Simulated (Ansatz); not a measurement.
ZnMo₃: the change of energy above lowest point and pressure with volume scale

Results calculated with Ansatz 0.2.0, not measured. Free energy against uniform scaling of the volume at fixed shape and fractions; periodic cell, basis, potentials, k mesh and filling as listed.

The cell before it is scaled or strained (space group Pm-3m, No. 221):
```
CELL_PARAMETERS angstrom
3.95630 0.00000 0.00000
0.00000 3.95630 0.00000
0.00000 0.00000 3.95630
ATOMIC_POSITIONS crystal
Zn 0.00000 0.00000 0.00000
Mo 0.00000 0.50000 0.50000
Mo 0.50000 0.00000 0.50000
Mo 0.50000 0.50000 0.00000
```

Settings of every row: functional PBE; dispersion none; potentials PAW; wave cutoff 470 eV; density cutoff 1880 eV; k mesh 6x6x6; k shift 0x0x0; occupations methfessel paxton; smearing width 0.1 eV; spin none.

Limits: coarse k mesh, up to 40 meV an atom off; the cell comes from a prototype or a list of computed structures and needn't be the stable phase.

```
row  volume scale  V (Å³/atom)  energy above lowest point (meV/atom)  pressure (GPa)
  1        0.9406       14.562                                  18.6           10.37
  2        0.9703       15.022                                     0             2.8
  3             1       15.481                                     ?               ?
  4        1.0297       15.941                                    20           -9.12
  5        1.0594       16.401                                    53          -13.77
```

Question: what energy above lowest point and pressure should row 3 give?

Worked fit of energy above lowest point. Take u = (V_r/V)^(2/3) − 1 with V_r = 15.482 Å³ an atom, which is twice the finite (Eulerian) strain; such expansions in the strain, on which the Birch-Murnaghan equation of state is built, carry the rest volume and the bulk modulus. The shown rows have u = 0.04169, 0.02031, -0.01929, -0.03771. Least squares give energy above lowest point = 1.48 − 523.4 × u + 22381 × u² meV/atom; a straight line predicts inner rows, each left out in turn, worse (root mean square 20 against 0.22 meV/atom). The rows lie off it by 0.0, -0.1, 0.1, 0.0. Its lowest point lies at u = 0.0117, or V = 15.21 Å³ an atom, and the curvature there gives the bulk modulus at fixed shape and fractions, B = (4/9)(1 + u)² E″(u)/V = 214 GPa. The withheld row has u = 4e-05, so the fit gives 1.48 − 523.4 × (4e-05) + 22381 × (4e-05)² = 1.5 meV/atom.

The calculation gave 1.5 meV/atom. The fit meets it to the printed digit.

Worked fit of pressure. Take u = (V_r/V)^(2/3) − 1 with V_r = 15.482 Å³ an atom, which is twice the finite (Eulerian) strain; such expansions in the strain, on which the Birch-Murnaghan equation of state is built, carry the rest volume and the bulk modulus. The shown rows have u = 0.04169, 0.02031, -0.01929, -0.03771. Least squares give pressure = −3.649 + 300.53 × u + 855.4 × u² GPa; a straight line predicts inner rows, each left out in turn, worse (root mean square 0.78 against 0.019 GPa). The rows lie off it by 0.00, -0.01, 0.01, 0.00. The pressure vanishes at u = 0.0117, or V = 15.21 Å³ an atom, and there the bulk modulus at fixed shape and fractions is B = −V dP/dV = (2/3)(1 + u) dP/du = 216 GPa. The withheld row has u = 4e-05, so the fit gives −3.649 + 300.53 × (4e-05) + 855.4 × (4e-05)² = -3.64 GPa.

The calculation gave -3.64 GPa. The fit meets it to the printed digit.
